\section*{Appendix: Intracavity difference-frequency generation in a cascade laser on silicon}

\subsection*{Premises and conventions}

A quantum cascade laser oscillates at two mid-infrared frequencies $\omega_1>\omega_2$, and its active region radiates at $\omega_3=\omega_1-\omega_2$ in the terahertz range. The growth axis is $z$, the cavity axis is $x$ ($0<x<L$), and SI units hold in all formulas. Fields are written $E(t)=\tfrac12(E_j e^{-i\omega_j t}+\mathrm{c.c.})$, and likewise the polarization. The susceptibility $\chi\equiv\chi^{(2)}_{zzz}$ is defined by
\begin{equation}
P_3=\varepsilon_0\chi E_1E_2^*=2\varepsilon_0 d\,E_1E_2^*,\qquad d=\chi/2,
\label{eq:P}
\end{equation}
which is the $\omega_3$ component of $\varepsilon_0\chi E(t)^2$ for an instantaneous medium. The premises are: (i) intersubband dipoles lie along $z$, so only $E_z$ of TM modes enters; (ii) the modes are weakly guided or nearly TEM, so a mode $E_z=A_j(x)u_j(y,z)e^{i\beta_jx}$ with real $u_j$ and $\beta_j=n_j\omega_j/c$ carries the power
\begin{equation}
W_j=\tfrac12 n_j\varepsilon_0c\,|A_j|^2\textstyle\int u_j^2\,dy\,dz;
\label{eq:W}
\end{equation}
(iii) the mixing does not deplete the pumps; (iv) $\chi$ is uniform in the core and zero outside; (v) the saturated gain is uniform, so between facets of reflectance $R$ each forward pump grows as $W_j(x)=W_j(L)e^{-\alpha_m(L-x)}$ with $\alpha_m=L^{-1}\ln(1/R)$.

\subsection*{Resonant susceptibility}

Take a lower laser level 1 and an upper doublet 2, 3 with $E_{mn}=E_m-E_n$, real matrix elements $z_{mn}$, volume densities $N_m$ and half-widths $\gamma_{mn}$ in energy units. Parallel subbands are assumed, and depolarization shifts are absorbed in $E_{mn}$. With $V=ezE(t)$ and the density matrix normalized to density, the equation $i\hbar\dot\rho_{mn}=[H_0+V,\rho]_{mn}-i\gamma_{mn}\rho_{mn}$ gives for a component $e^{-i\omega t}$
\begin{equation}
(\hbar\omega-E_{mn}+i\gamma_{mn})\rho_{mn}=[V,\rho]_{mn}.
\label{eq:rho}
\end{equation}
Let $\Delta_1=\hbar\omega_1-E_{31}$, $\Delta_2=\hbar\omega_2-E_{21}$, $\Delta_3=\Delta_1-\Delta_2$ and $\Delta N_m=N_m-N_1$. In first order $[V,\rho^{(0)}]_{m1}=V_{m1}(N_1-N_m)$, so
\begin{equation}
\rho_{31}=-\frac{ez_{31}E_1}{2}\frac{\Delta N_3}{\Delta_1+i\gamma_{31}},\qquad
\rho_{12}=-\frac{ez_{12}E_2^*}{2}\frac{\Delta N_2}{\Delta_2-i\gamma_{21}}.
\label{eq:first}
\end{equation}
In second order the part of $[V,\rho]_{32}$ that varies as $e^{-i\omega_3t}$ is $V_{31}\rho_{12}-\rho_{31}V_{12}$, with $V_{31}=ez_{31}E_1/2$ and $V_{12}=ez_{12}E_2^*/2$. The polarization $-e\,\mathrm{Tr}(\rho z)$ has the amplitude $P_3=-2ez_{23}\rho_{32}$, and Eq.~\eqref{eq:P} yields
\begin{equation}
\chi=\frac{e^3z_{12}z_{23}z_{31}}{2\varepsilon_0(\Delta_3+i\gamma_{32})}
\left[\frac{\Delta N_2}{\Delta_2-i\gamma_{21}}-\frac{\Delta N_3}{\Delta_1+i\gamma_{31}}\right].
\label{eq:chi}
\end{equation}
On resonance the two pathways add. For $\Delta N_2=\Delta N_3=\Delta N$ and $\gamma_{21}=\gamma_{31}=\gamma$,
\begin{equation}
\chi=\frac{e^3\Delta N\,z_{12}z_{23}z_{31}}{\varepsilon_0\gamma\gamma_{32}}.
\label{eq:chires}
\end{equation}
A susceptibility defined by $P_3=\tfrac12\varepsilon_0\chi'E_1E_2^*$ is twice as large, and the factor $1/2$ in Eq.~\eqref{eq:K} below then becomes $1/8$.

The inversion is not free. The same first-order coherences give the gain $g=-\omega_1\,\mathrm{Im}\chi^{(1)}/n_1c$. Pump 1 drives $3\to1$ on resonance and $2\to1$ at detuning $\hbar\omega_3$, so for $z_{12}=z_{31}$ and waveguide loss $\alpha_w$ the clamping condition is
\begin{equation}
g=\frac{\omega_1e^2z_{31}^2\Delta N}{\varepsilon_0n_1c\gamma}\left[1+\frac{\gamma^2}{\gamma^2+(\hbar\omega_3)^2}\right]=\frac{\alpha_w+\alpha_m}{\Gamma},
\label{eq:gain}
\end{equation}
where $\Gamma$ is the fraction of $\int u_1^2$ in the core.

\subsection*{Generation into a guided mode}

Let $(\mathbf e,\mathbf h)$ be a source-free forward mode at $\omega_3$ with unit power in the lossless guide, and $(\mathbf E,\mathbf H)$ the field driven by $\mathbf P_3$. The curl equations $\nabla\times\mathbf E=i\omega_3\mu_0\mathbf H$ and $\nabla\times\mathbf H=-i\omega_3(\varepsilon_0\epsilon\mathbf E+\mathbf P_3)$ give the reciprocity identity $\nabla\cdot(\mathbf E\times\mathbf h^*+\mathbf e^*\times\mathbf H)=i\omega_3\mathbf e^*\cdot\mathbf P_3$. Integrated over the cross section, mode orthogonality turns the left side into $4\,da/dx$, with $a$ the amplitude of that mode. Normalizing with Eq.~\eqref{eq:W} and adding the power absorption coefficient $\alpha_3$ as a perturbation,
\begin{equation}
\frac{dA_3}{dx}+\frac{\alpha_3}{2}A_3=\frac{i\omega_3\chi}{2n_3c}\frac{\int_{\rm core}u_1u_2u_3}{\int u_3^2}A_1A_2^*e^{i\Delta k\,x},
\qquad \Delta k=\beta_1-\beta_2-\beta_3 .
\label{eq:A3}
\end{equation}
By premise (v), $A_1A_2^*\propto e^{-\alpha_m(L-x)}$. With $A_3(0)=0$ and $s=L-x$, the solution at the facet is proportional to $\int_0^Le^{-(a_0+i\Delta k)s}ds$ with $a_0=\alpha_3/2+\alpha_m$, and the squared modulus of this integral is
\begin{equation}
l^2=\frac{1-2e^{-a_0L}\cos\Delta kL+e^{-2a_0L}}{\Delta k^2+a_0^2}
\;\to\;\frac{1}{\Delta k^2+a_0^2}\quad(a_0L\gg1).
\label{eq:l}
\end{equation}
For uniform pumps this is $l^2=1/[\Delta k^2+(\alpha_3/2)^2]$. Converting the three amplitudes to powers with Eq.~\eqref{eq:W},
\begin{equation}
W_3=K\,W_1(L)W_2(L)\,\Lambda,\qquad K=\frac{\omega_3^2|\chi|^2}{2\varepsilon_0c^3n_1n_2n_3},
\label{eq:K}
\end{equation}
\begin{equation}
\Lambda_{\rm g}=\frac{l^2}{S_{\rm eff}},\qquad
\frac1{S_{\rm eff}}=\frac{\big(\int_{\rm core}u_1u_2u_3\big)^2}{\int u_1^2\int u_2^2\int u_3^2}.
\label{eq:S}
\end{equation}
Only a length $l$ behind the facet contributes, because the doped guide absorbs the rest.

\subsection*{Cherenkov emission into the substrate}

The source $P_3$ varies as $e^{i\beta x}$ with $\beta=\beta_1-\beta_2=\int_{\omega_2}^{\omega_1}(d\beta/d\omega)\,d\omega=n_g\omega_3/c$, where $n_g$ is the modal group index averaged over the interval, equal to its midpoint value up to third-order dispersion. Consider first a uniform lossless medium of index $n_s=\sqrt{\epsilon_s}$, with $k_0=\omega_3/c$ and $k_s=n_sk_0$. The current $\mathbf J=-i\omega_3P_3\hat{\mathbf z}$ obeys $\nabla\times\nabla\times\mathbf E-k_s^2\mathbf E=i\omega_3\mu_0\mathbf J$. For the wave vector $\mathbf k=(\beta,\mathbf q)$ the operator is $(k^2-k_s^2)\mathbf 1-\mathbf{kk}$, and its inverse gives
\begin{equation}
\mathbf E(\mathbf q)=i\omega_3\mu_0\frac{(\mathbf 1-\mathbf{kk}/k_s^2)\,\mathbf J(\mathbf q)}{q^2-\kappa^2-i0},\qquad \kappa^2=k_s^2-\beta^2,
\label{eq:green}
\end{equation}
where $-i0$ selects outgoing waves. The power emitted per length is $-\tfrac12\mathrm{Re}\int\mathbf J^*\cdot\mathbf E\,dy\,dz$. Parseval's theorem and $\mathrm{Re}[-i/(u-i0)]=\pi\delta(u)$ leave only the circle $q=\kappa$. It exists only if $n_g<n_s$, and the waves then leave on a cone at the angle $\theta$ to the cavity axis with
\begin{equation}
\cos\theta=\beta/k_s=n_g/n_s,\qquad \kappa=k_s\sin\theta .
\label{eq:cone}
\end{equation}
With $q_z=\kappa\cos\phi$, $q_y=\kappa\sin\phi$ and $\int q\,dq\,\delta(q^2-\kappa^2)=1/2$,
\begin{equation}
\frac{dW_3}{dx}=\frac{\omega_3\mu_0}{16\pi}\int_0^{2\pi}d\phi\,|J(\mathbf q)|^2\,(1-\sin^2\theta\cos^2\phi).
\label{eq:dW}
\end{equation}
For nearly identical pump profiles $\int_{\rm core}u_1u_2/(\int u_1^2\int u_2^2)^{1/2}=\Gamma$, so Eqs.~\eqref{eq:P} and \eqref{eq:W} give $|J(0)|^2=4\omega_3^2|\chi|^2\Gamma^2W_1W_2/(c^2n_1n_2)$.

The top contact is modelled as a perfectly conducting plane $z=0$, with $z$ increasing into the substrate and a flat source of width $w$ and thickness $t$ centred at depth $z_0$. A dipole normal to a conductor has an image of the same sign, so $|J(\mathbf q)/J(0)|=2|\cos(q_zz_0)\,\mathrm{sinc}(q_zt/2)\,\mathrm{sinc}(q_yw/2)|$ with $\mathrm{sinc}\,u=\sin u/u$, and half the power of source plus image flows into the physical half-space. Writing $dW_3/dx=\omega_3\mu_0|J(0)|^2G/8$,
\begin{equation}
G=\frac4\pi\int_0^{\pi/2}d\phi\;M(\phi)\,\mathrm{sinc}^2(q_yw/2)\,(1-\sin^2\theta\cos^2\phi),
\label{eq:G}
\end{equation}
with $M=\cos^2(q_zz_0)\,\mathrm{sinc}^2(q_zt/2)$. For a small source and small $\theta$, $G\to2$. Integrating $W_1W_2\propto e^{-2\alpha_m(L-x)}$ over the cavity and using $\mu_0=1/\varepsilon_0c^2$ restores the form of Eq.~\eqref{eq:K} with $n_3=n_s$:
\begin{equation}
\Lambda_{\rm C}=k_sL\,\Gamma^2\,G\,F,\qquad F=\frac{1-R^2}{2\ln(1/R)} .
\label{eq:LC}
\end{equation}
The power is linear in $L$ at fixed $\chi$, the whole cavity contributes, and $n_s$ cancels between $K$ and $k_s$. The two backward pumps emit an equal cone towards the rear. Counterpropagating pairs have $|\beta|=\beta_1+\beta_2\gg k_s$ and do not radiate.

The III--V layers need not have the permittivity of the substrate. Let a planar layer of real permittivity $\epsilon_c$ fill $0<z<h$. A $z$ dipole couples only to waves that are TM with respect to the layers. Their magnetic field $\psi(z)$ has $\psi'(0)=0$, $\psi$ and $\psi'/\epsilon$ are continuous, and $E_z\propto\psi/\epsilon$. In the layer $\psi=\cos pz$ with $p^2=k_0^2(\epsilon_c-\epsilon_s)+q_z^2$. Matching at $h$ gives a standing wave in the substrate with squared amplitude
\begin{equation}
D=\cos^2ph+\left(\frac{\epsilon_sp}{\epsilon_cq_z}\right)^2\sin^2ph .
\label{eq:D}
\end{equation}
By the reciprocity identity above, the coupling to a radiation mode is set by its $E_z$ at the source. Radiation modes are normalized by their amplitude deep in the substrate, so
\begin{equation}
M=\frac{\epsilon_s^2}{\epsilon_c^2}\,\frac{\cos^2(pz_0)\,\mathrm{sinc}^2(pt/2)}{D},
\label{eq:M}
\end{equation}
which returns to the uniform case for $\epsilon_c=\epsilon_s$. Otherwise $M\to0$ as $q_z\to0$, so rays that graze the layers are lost. For $\epsilon_c>\epsilon_s$ the source also feeds the TM$_0$ mode bound to the contact, which overlaps the doped layers and is not counted in $G$. For several thin layers $\psi\approx1$ while $\psi'/\epsilon$ accumulates $-\sum_jp_j^2h_j/\epsilon_j$, so $D\approx1+(\sum_jX_j)^2$ with $X_j=\epsilon_sp_j^2h_j/(\epsilon_jq_z)$.

The efficiency referred to emitted powers, $W_j^{\rm out}=(1-R)W_j(L)$, with terahertz facet transmittance $T$, is
\begin{equation}
\eta=\frac{W_3^{\rm out}}{W_1^{\rm out}W_2^{\rm out}}=\frac{T\,K\,\Lambda}{(1-R)^2}.
\label{eq:eta}
\end{equation}

\subsection*{Range of validity}

The sizes quoted here use the inputs of the next subsection.

\emph{Second order in the fields.} In next order $\rho_{32}$ acts back on $\rho_{31}$ and $\rho_{12}$, and on resonance $\gamma_{32}\to\gamma_{32}+(|V_{31}|^2+|V_{12}|^2)/\gamma$. At 1~W per pump the core field gives $|V_{31}|=1.0$~meV and a relative broadening of 0.05.

\emph{Three levels, resonant terms.} Because $\hbar\omega_3$ is comparable to $\gamma$, each pump also drives the other transition. This produces $\rho_{32}$ at $-\omega_3$, of relative size $\gamma\gamma_{32}/(|\hbar\omega_3-i\gamma|\,|2\hbar\omega_3-i\gamma_{32}|)=0.08$. It also modulates the populations at $\omega_3$, which radiate through the static dipoles. For level 3 the relative size is
\begin{equation}
\frac{\gamma\gamma_{32}}{2\hbar\omega_3}\left|\frac1{\hbar\omega_3+i\gamma}+\frac1{i\gamma}\right|\,\left|\frac{z_{31}(z_{33}-z_{11})}{z_{12}z_{23}}\right|,
\label{eq:beat}
\end{equation}
where the factor in front of the dipole ratio is 0.19, and level 2 adds a term of the same form. In diagonal designs, where $z_{33}-z_{11}$ can exceed $z_{23}$, these terms rival Eq.~\eqref{eq:chires} and must be kept.

\emph{No depletion.} Each terahertz photon removes one photon of pump 1, a fraction $K\Lambda W_2\,\omega_1/\omega_3$, which is 0.4 per cent at $W_2=1$~W.

\emph{Long source.} A finite cavity spreads $\beta$ with the weight $|1-Re^{iu}|^2/(u^2+\ln^2R)$, where $u$ is $L$ times the offset from $n_gk_0$. Components with $u>(k_s-\beta)L=7.4$ cannot radiate. They carry about 7 per cent of the weight, which is the overestimate of Eq.~\eqref{eq:LC} where $G$ varies little with $\beta$. The formula fails as $n_g\to n_s$ at fixed $L$.

\emph{Geometry.} The plane mirror requires metal beside the ridge as well as on it, and a relief small against $1/\kappa$. Equation \eqref{eq:M} assumes lossless layers of unlimited width, while an etched ridge keeps them only under the contact. Absorption in the doped layers is omitted. Premise (v) does not hold for strongly coupled gratings.

\subsection*{Numerical illustration: device on high-resistivity Si}

Silicon has two identical atoms per cell related by inversion, so its zone-centre optical phonon (517~cm$^{-1}$, compiled value, Ioffe Institute) is infrared inactive and the terahertz permittivity is close to the static one. The compiled value at 300~K is $\epsilon_s=11.7$ (Ioffe Institute), so $n_s=3.42$. All other inputs are assumed and typical of such lasers: $\omega_3/2\pi=3.5$~THz ($\hbar\omega_3=14.5$~meV, 117~cm$^{-1}$), $\lambda_1=9000$~nm, $n_1=n_2=3.2$, $n_g=3.37$, $z_{12}=z_{31}=1.5$~nm, $z_{23}=5$~nm, $\gamma=10$~meV, $\gamma_{32}=4$~meV, $\alpha_w=8$~cm$^{-1}$, $\Gamma=0.6$, $L=2$~mm, $w=20~\mu$m, $t=4~\mu$m, $z_0=5~\mu$m. Intermediate values are carried unrounded.

\emph{Nonlinearity.} The facet reflectance $R=[(n_1-1)/(n_1+1)]^2=0.274$ gives $\alpha_m=6.5$~cm$^{-1}$ and $g=24.1$~cm$^{-1}$. The bracket in Eq.~\eqref{eq:gain} is 1.32, so $\Delta N=2.05\times10^{15}$~cm$^{-3}$, $\chi=1.04\times10^4$~pm/V and $K=3.15\times10^{-6}$~W$^{-1}$. The gain at $\omega_2$ is lower by $\omega_2/\omega_1=0.89$, so simultaneous lasing needs a matching asymmetry of losses or populations, which is ignored.

\emph{Cone.} Equation \eqref{eq:cone} gives $\theta=9.9^\circ$ and $1/\kappa=23~\mu$m. Since $\kappa w/2=0.43$, the ridge acts as a line source and fills the half-cone. The angle is sensitive to the small difference $n_s-n_g$: the compiled high-frequency value 11.85 (Skelton 2020) would give $11.8^\circ$. The cone reaches a radius $L\tan\theta=0.35$~mm at the front, so a thicker and wider substrate passes it without reflection. For an assumed resistivity of 10~k$\Omega$\,cm the Drude absorption is at most $\sigma_{\rm dc}/(n_s\varepsilon_0c)=0.011$~cm$^{-1}$. Two-phonon absorption, typically of order 0.1~cm$^{-1}$ or less at this frequency, costs at most about 2 per cent over $L$.

\emph{Extraction.} All rays meet a facet normal to $x$ at the angle $\theta$, below the critical angle of $17.0^\circ$, and leave at $36^\circ$. The Fresnel transmittances are $T_s=0.625$ and $T_p=0.774$, with weights $\sin^2\phi$ and $\cos^2\theta\cos^2\phi$, and their mean $T=0.70$ is used.

\emph{Efficiency.} For layers matched to Si, Eq.~\eqref{eq:G} gives $G=1.86$. With $k_sL=502$ and $F=0.358$, $\Lambda_{\rm C}=120$ and $K\Lambda_{\rm C}/(1-R)^2=0.72$~mW/W$^2$ inside the silicon. A planar layer with assumed $\epsilon_c=12.25$ and $h=8~\mu$m has $D=1.38$ at $\phi=0$, and Eq.~\eqref{eq:M} lowers $G$ to 0.79 and $\Lambda_{\rm C}$ to 51. A bonding film acts in the opposite sense: 100~nm with assumed permittivity 3 has $X=-0.41$ at $\phi=0$, against $0.85$ for the III--V layer. For comparison, a phase-matched guided mode with assumed $\alpha_3=150$~cm$^{-1}$ and a flat profile of area 200~$\mu$m$^2$ has $l=123~\mu$m, $S_{\rm eff}=200~\mu{\rm m}^2/\Gamma^2=556~\mu$m$^2$ and $\Lambda_{\rm g}=27$.

The model's external efficiency from Eq.~\eqref{eq:eta} is therefore about 0.5~mW/W$^2$ for matched layers and about 0.2~mW/W$^2$ for the mismatched planar layer, summed over the whole half-cone. Room-temperature Cherenkov devices typically reach from about a tenth of a mW/W$^2$ to about 1~mW/W$^2$. The model's values lie within that span, and the omitted absorption in the doped layers and incomplete collection of the $36^\circ$ cone would lower them.